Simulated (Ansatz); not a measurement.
Abstraction of H: GeH2(CH3)(SeH) + GeH2(CH3) → GeH(CH3)(SeH) + GeH3(CH3)

Species: GeH2(CH3)(SeH), singlet; GeH2(CH3), doublet; GeH(CH3)(SeH), doublet; GeH3(CH3), singlet. A radical takes H: the energy is the difference in strength between two Ge–H bonds in different surroundings.

Shapes, held fixed at every level: PBE0-D4/def2-TZVP. Flexible molecules stand in one conformer, not always the lowest. Programs: Ansatz 0.2.0. The zero-point and thermal change to 298 K, harmonic and unscaled (PBE0-D4/def2-TZVP), is +1.0 kJ/mol.

```json
{"level": "HF/def2-SVP", "kind": "Hartree–Fock", "ΔH(298 K) (kJ/mol)": "-6.1", "less CCSD(T)/def2-TZVPP": "+5.8"}
{"level": "HF/def2-TZVPP", "kind": "Hartree–Fock", "ΔH(298 K) (kJ/mol)": "-6.4", "less CCSD(T)/def2-TZVPP": "+5.5"}
{"level": "r2SCAN0-D4/def2-TZVPP", "kind": "global hybrid", "ΔH(298 K) (kJ/mol)": "-13.9", "less CCSD(T)/def2-TZVPP": "-2.0"}
{"level": "wB97M-V/def2-TZVPP", "kind": "range-separated hybrid", "ΔH(298 K) (kJ/mol)": "-13.8", "less CCSD(T)/def2-TZVPP": "-1.9"}
{"level": "CCSD(T)/def2-SVP", "kind": "coupled cluster or CI", "ΔH(298 K) (kJ/mol)": "-11.5", "less CCSD(T)/def2-TZVPP": "+0.4"}
{"level": "CCSD/def2-SVP", "kind": "coupled cluster or CI", "ΔH(298 K) (kJ/mol)": "-10.4", "less CCSD(T)/def2-TZVPP": "+1.5"}
{"level": "CCSD/def2-TZVPP", "kind": "coupled cluster or CI", "ΔH(298 K) (kJ/mol)": "-10.6", "less CCSD(T)/def2-TZVPP": "+1.3"}
{"level": "CCSD(T)/def2-TZVPP", "kind": "coupled cluster or CI", "ΔH(298 K) (kJ/mol)": "-11.9", "less CCSD(T)/def2-TZVPP": "0.0"}
```

The highest level, CCSD(T)/def2-TZVPP, gives ΔH(298 K) = -11.9 kJ/mol; the levels span -13.9 to -6.1. The column of differences is taken from that level and isn't an error. No measured value is set beside it here. Open shells run unrestricted. Relativity is left out for Ge, Se. Outer-core shells of Ge, Se are correlated in most correlated rows, in sets that cover them unevenly.

Every level makes the transfer exothermic, so the Ge–H bond is weaker in the selenyl-substituted germane than in methylgermane, by 11.9 kJ/mol at the highest level. The likely main reason is stabilisation of the product radical: a selenium lone pair can delocalise into the singly occupied orbital on germanium, giving a partial three-electron π interaction. The effect is modest, as expected for a germyl radical, which stays pyramidal and keeps its unpaired electron in an orbital with appreciable s character, poorly aligned for π overlap.

Hartree–Fock recovers only about half of the preference, and CCSD and then the triples each enlarge it, which suggests that electron correlation favours the selenium-substituted radical side. The basis set matters far less than the treatment of correlation. Both hybrids lie slightly beyond CCSD(T), perhaps because they overbind the delocalised three-electron interaction. The reaction energy alone can't separate stabilisation of the radical from a substituent effect in the closed-shell germane.
